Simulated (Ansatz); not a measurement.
# How methods differ on AlH (SMILES [AlH])

AlH has 2 atoms, charge 0, and is taken as a singlet. As SMILES, `[AlH]`. Geometry: a GFN2-xTB relaxation, a rough one for these elements and not checked as a minimum.

```xyz
2

Al    0.0000    0.0000    0.0000
H     0.0000    0.0000    1.6135
```

Quantity: the electronic atomisation energy, in eV. The values are calculated. Electronic energies at fixed atoms, without zero-point motion or spin-orbit coupling.

```csv
level,kind,program,value (eV),less FCI/3-21G
HF/3-21G,Hartree–Fock,Ansatz,2.03,-0.45
BLYP/3-21G,GGA,Ansatz,2.95,+0.47
revPBE/3-21G,GGA,Ansatz,2.81,+0.33
CAM-B3LYP/3-21G,range-separated hybrid,Ansatz,2.93,+0.45
HSE06/3-21G,range-separated hybrid,Ansatz,2.79,+0.31
MP2/3-21G,perturbation theory,Ansatz,2.35,-0.13
CCSD/3-21G,coupled cluster or CI,Ansatz,2.47,-0.01
CCSDT/3-21G,coupled cluster or CI,Ansatz,2.48,0.00
FCI/3-21G,exact in the basis,Ansatz,2.48,0.00
```

FCI/3-21G is exact within its basis and frozen core, so for wave-function methods in that basis the difference is their error; functionals converge differently with the basis, so for them it is only a difference. The values span 2.03 to 2.95 eV. All rows use very small basis sets, so even the best lies far from the true value.

Electron correlation supplies a substantial part of the AlH bond energy: Hartree–Fock gives 2.03 eV against 2.48 eV for FCI in the same basis. Bond formation pairs the Al 3p electron with the H 1s electron, creating a correlated pair that the separated atoms lack, so a mean-field treatment underbinds. MP2 recovers most of the missing energy, and CCSD comes within 0.01 eV of FCI. With only a bond pair and an Al 3s-like lone pair in the valence shell, pair correlation dominates and connected triples have little left to add.

The functionals all lie above FCI, but their order doesn't follow the division into GGAs and hybrids. BLYP and CAM-B3LYP nearly coincide, as do revPBE and HSE06, which suggests that the parent correlation functional matters more here than the admixture of exact exchange. The close agreement of CCSD with FCI is shown here only for this bonded geometry. Stretching the bond makes the two bonding electrons strongly correlated, but CCSD is exact for an isolated electron pair, so that alone need not spoil the agreement.
